Energy loss in diamond: how far does the rise go above 27 eV?

The quantity

A fast electron crossing a solid gives up energy E and momentum q with a probability set by the loss function. The table lists it, as L, against the loss energy E for diamond, computed on LDA states at one finite q. The momentum is 3/14 of a primitive reciprocal-lattice vector, about 0.65 Å⁻¹ along a body diagonal of the cubic cell. The response is that of independent particles: local fields and electron–hole attraction are left out, so the line shape is that of this approximation, not of a measured spectrum. Each row is one energy of the same spectrum, and the task is to forecast the last two.

Yambo 5.3.0, independent-particle linear response of diamond at q = (0, 0, 0.21429) in primitive reciprocal-lattice vectors, on Quantum ESPRESSO LDA states without quasiparticle correction. The run uses PseudoDojo 0.4.1 SR LDA standard potentials, a wave cutoff of 1115.67 eV, a 14×14×14 k-mesh, 29 bands and a damping of 0.5 eV.

```
row  loss function  loss energy (eV)
  1          0.007             0.000
  2          0.007             1.055
  3          0.007             1.960
  4          0.007             3.015
  5          0.008             4.070
  6          0.010             5.126
  7          0.016             6.030
  8          0.029             7.085
  9          0.042             8.141
 10          0.053             9.196
 11          0.059            10.100
 12          0.064            11.160
 13          0.072            12.210
 14          0.088            13.270
 15          0.114            14.170
 16          0.141            15.230
 17          0.187            16.280
 18          0.231            17.340
 19          0.261            18.240
 20          0.350            19.300
 21          0.498            20.350
 22          0.636            21.410
 23          0.745            22.310
 24          0.799            23.370
 25          0.788            24.420
 26          0.826            25.480
 27          0.893            26.380
 28          1.060            27.440
 29              ?                 ?
 30              ?                 ?
```

Why loss is not absorption

With ε = ε1 + iε2 the dielectric function at (q, E),

L = −Im(1/ε) = ε2/(ε1² + ε2²)

The electron's field inside the solid is screened by 1/ε, so strong interband absorption, which makes |ε| large, suppresses the loss. The numbers of the same run agree with this: absorption peaks at 13.27 eV with ε2 = 10.4, yet L there is only 0.088. Loss becomes large where |ε| is small, near a zero of ε1, which is the collective oscillation of the valence electrons, the bulk plasmon. The 0.007 in the first rows, below the LDA gap, is a tail of the damping.

Where the plasmon should lie

The simpler system is the free-electron gas, in which all loss at small q sits in one line at the plasma energy Ep = ħ√(ne²/ε_vac m), with n the electron density, m the electron mass and ε_vac the vacuum permittivity. In diamond the electrons are also tied to bonds, and this extra restoring force lifts the line. At this q even a free gas would disperse upward, so the estimate below, which uses the dielectric constant at this q, holds both effects. Theory gives two sum rules, with ε0 the static dielectric constant at this q:

∫ E·L dE = (π/2) Ep²
(2/π) ∫ (L/E) dE = 1 − 1/ε0

For a single line at E_L their ratio fixes the position. With four valence electrons per atom and the computed ε0:

n = 4/5.67 Å³ = 0.705 Å⁻³, giving Ep = 31.2 eV
1 − 1/4.4827 = 0.777
E_L = Ep/√0.777 = 35.4 eV

This estimate uses no row of the table. It says that a denser solid has a higher plasmon, as √n, and that weaker static screening lifts E_L further above Ep. The analogy fixes a centre of weight only: it has one sharp line, whereas diamond has interband transitions that spread the loss over many eV.

The known rows, integrated from the gap upward, use 10.9 % of the first sum and 29.9 % of the second. If both sums are reached in full, what remains has a mean energy near 40 eV. The first rule is approximate here, because the number of bands is finite and the pseudopotential nonlocal, so the 35.4 and 40 eV are estimates. The second is a Kramers–Kronig relation: it holds for the run's own ε0 whatever the bands or the potential, apart from the small tail of the damping. It alone leaves about 70 % of its sum above the known rows, and as it favours low energies, the share of the loss itself that lies there is larger still.

A model for the flank

The height needs a line shape. Two damped-oscillator terms were used,

L = Σ A γE / [(E0² − E²)² + γ²E²]

each with weight A, position E0 and width γ, the weights adding to Ep². One term is the plasmon and the other the shoulder near 23 eV, which is taken as interband structure; that assignment is untested, though the cell has no surface to carry a surface plasmon. Fitted to the known rows above 15 eV, the model leaves an rms residual of 0.012 in L. On the lower rows, left out because one constant width does not suit the gap and the absorption region, it is at worst 0.024 too high, at the absorption peak.

The fit places the plasmon at 33.2 eV with a width of 5.4 eV, but these two trade against each other on a flank. Fitted without the last two known rows, the same model overshot them by 0.050 and 0.174. The error bar therefore combines the gap between model and a straight line through the last two known rows with the past misses of such lines.

The forecast

The energies continue the regular spacing: near 28.5 and 29.55 eV within 0.15 eV, with an end at 30 eV possible but disfavoured. The loss rises in both rows, with no maximum yet.

The broad ranges set beforehand are 1.1 to 1.4 for row 29 and 1.25 to 1.8 for row 30. The main risk is another interband shoulder that flattens the rise.

The model's own values, which are the central forecast, are 1.40 ± 0.18 and 1.94 ± 0.56 in the same order. The second lies above its broad range, and the first at the top edge.

The computed values

The withheld rows as computed:

```
row  loss function  loss energy (eV)
 29          1.182            28.490
 30          1.356            29.550
```

Hits and misses

The energies agree within the rounding of the table, the loss rises in both rows, and both values fall inside the broad ranges. The central forecasts are too high by 0.215 and 0.584, that is 18 % and 43 % of the computed values. Both misses lie just outside their bars.

The numbers show how the model failed. The slope of L runs 0.158, 0.116 and 0.164 per eV into the last three rows, so the rise does not keep accelerating as the flank of a narrow nearby resonance must. The fit read the steepening after the shoulder as such a flank, the same error that the trial without two rows had exposed, and the forecast should have been shifted down for it. The static sum rule gave a second warning. The fitted terms yield ΣA/E0² = 0.94 where the run has 0.777, which means a static dielectric constant near 18 instead of 4.48: the model packs all the remaining weight into one line at 33.2 eV, well below the mean energy that the sum rules assign to it. The straight line came within 0.044 of both values because these slopes happen to stay near one level; earlier line extrapolations of the same reach, from the rows above 19 eV, had rms misses of 0.056 and 0.128.

A second form of the model, with the plasmon tied to the static sum rule, gave a broad line at 36 eV and erred the other way, by 0.180 and 0.244 too low. It was already too low at the last known row. The computed values lie between the two shapes. Both forms put all the weight outside the shoulder into a single line: left free, that line fits the flank but breaks the static rule; tied to the rule, it misses the flank. This suggests that the remaining weight is not one line, and that part of it lies near the end of the table and part well above; the table stops too early to show how it is divided. The inference assumes, as both forms do, that the total weight is Ep². With 29 bands the run's own first sum may differ from that, and a single line of smaller weight is not ruled out. That a further interband feature causes the dip in slope is a guess, since the rows of the table are spaced more widely than the damping and the k-mesh could imprint such ripples.

With all rows only 15.6 % of the first sum and 37.1 % of the second are used, so the sum-rule argument still puts most of the loss above the table. For fitting a truncated loss spectrum, this one case shows the limits of each tool: the sum rules placed most of the weight above the known rows but gave no height, and a close fit on the flank did not fix the height even one row ahead. The row-by-row residuals are in the output below.

Printed output of the fit:

```
free-electron Ep 31.19 eV; 1-1/eps0 0.777; one-oscillator loss peak 35.4 eV
gap to 27.44 eV: f-sum share 10.9 %, static-sum share 29.9 %
mean energy of the remaining weight 39.9 eV
row 14: loss 0.088, |eps| 10.9, |Re eps| 3.1 if same q and treatment
slopes into rows 22-28 (1/eV): 0.130 0.121 0.051 -0.010 0.036 0.074 0.158 ; loss rounding 0.0005
fine step 0.15076 eV (worst misfit 0.0037 eV); stride 6.740 to 6.750 steps
model: shoulder A 61 eV^2, E 22.95, width 5.69; plasmon E 33.20, width 5.44 eV
tied form: shoulder A 27 eV^2, E 23.27, width 3.98; plasmon E 36.07, width 17.36 eV
row, E (eV), loss, model minus table, tied minus table
16 15.23 0.141 +0.014 +0.082
17 16.28 0.187 +0.000 +0.067
18 17.34 0.231 +0.000 +0.060
19 18.24 0.261 +0.020 +0.068
20 19.30 0.350 +0.013 +0.036
21 20.35 0.498 -0.019 -0.035
22 21.41 0.636 -0.007 -0.058
23 22.31 0.745 +0.003 -0.039
24 23.37 0.799 +0.007 +0.014
25 24.42 0.788 +0.006 +0.016
26 25.48 0.826 -0.017 -0.027
27 26.38 0.893 -0.009 -0.060
28 27.44 1.060 +0.010 -0.154
rms residual above 15 eV: model 0.012, tied 0.065
unfitted rows 1-15: rms 0.014, worst row 14 by +0.024 (loss 0.088)
back-test, model fitted to row 26: misses rows 27, 28 by +0.050, +0.174; plasmon E 32.00 eV
row 29 forecast: E 28.49 +- 0.15 eV; loss 1.40 +- 0.18
  line 1.23, tied form 1.00, line back-test rms 0.056
  computed: E 28.490 eV (miss +0.004); loss 1.182, miss +0.215 = +18.2 %, 1.20 bars
  misses: line +0.044, tied -0.180; slope into row 0.116 1/eV
row 30 forecast: E 29.55 +- 0.15 eV; loss 1.94 +- 0.56
  line 1.39, tied form 1.11, line back-test rms 0.128
  computed: E 29.550 eV (miss -0.001); loss 1.356, miss +0.584 = +43.1 %, 1.04 bars
  misses: line +0.036, tied -0.244; slope into row 0.164 1/eV
all rows: f-sum share 15.6 %, static-sum share 37.1 %
```
